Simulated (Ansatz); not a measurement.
# Ru: energy above lowest point against volume scale

Free energy against uniform scaling of the volume at fixed shape and fractions; periodic cell, basis, potentials, k mesh and filling as listed. The results are calculated, by Ansatz 0.2.0.

The cell before it is scaled or strained (space group P6_3/mmc, No. 194):
```
cell vectors (Å)
   2.7058     0.0000     0.0000
  -1.3529     2.3433     0.0000
   0.0000     0.0000     4.2819
atoms (fractions of the cell vectors)
Ru  0.33333  0.66667  0.25000
Ru  0.66667  0.33333  0.75000
```

Settings of every row: functional PBE; dispersion none; potentials PAW; wave cutoff 500 eV; density cutoff 2000 eV; k mesh 11x11x6; k shift 0x0x0; occupations cold; smearing width 0.1 eV; spin none; SCF threshold exponent -8.

Limits: coarse k mesh, up to 40 meV an atom off.

```
row  volume scale  V (Å³/atom)  energy above lowest point (meV/atom)
  1          0.92       12.489                                 136.6
  2        0.9467       12.851                                  65.2
  3        0.9733       13.212                                  21.1
  4             1       13.575                                     ?
  5        1.0267       13.937                                     0
  6        1.0533       14.298                                  16.8
  7          1.08       14.661                                  48.3
```

Question: what energy above lowest point should row 4 give?

Worked fit of energy above lowest point. Take u = (V_r/V)^(2/3) − 1 with V_r = 13.575 Å³ an atom, which is twice the finite (Eulerian) strain; such expansions in the strain, on which the Birch-Murnaghan equation of state is built, carry the rest volume and the bulk modulus. The shown rows have u = 0.05716, 0.03721, 0.01823, -0.01739, -0.034, -0.05001. Least squares give energy above lowest point = 0.5 + 562.8 × u + 31050 × u² + 13441 × u³ meV/atom; a parabola predicts inner rows, each left out in turn, worse (root mean square 0.73 against 0.13 meV/atom). The rows lie off it by 0.0, 0.1, -0.1, 0.0, 0.1, 0.0. Its lowest point lies at u = -0.0091, or V = 13.76 Å³ an atom, and the curvature there gives the bulk modulus at fixed shape and fractions, B = (4/9)(1 + u)² E″(u)/V = 312 GPa. Letting shape and atoms relax would as a rule lower it, by much in layered, chain or molecular crystals. The withheld row has u = 0, so the fit gives 0.5 + 562.8 × (0) + 31050 × (0)² + 13441 × (0)³ = 0.5 meV/atom.

The calculation gave 0.5 meV/atom. The fit meets it to the printed digit.
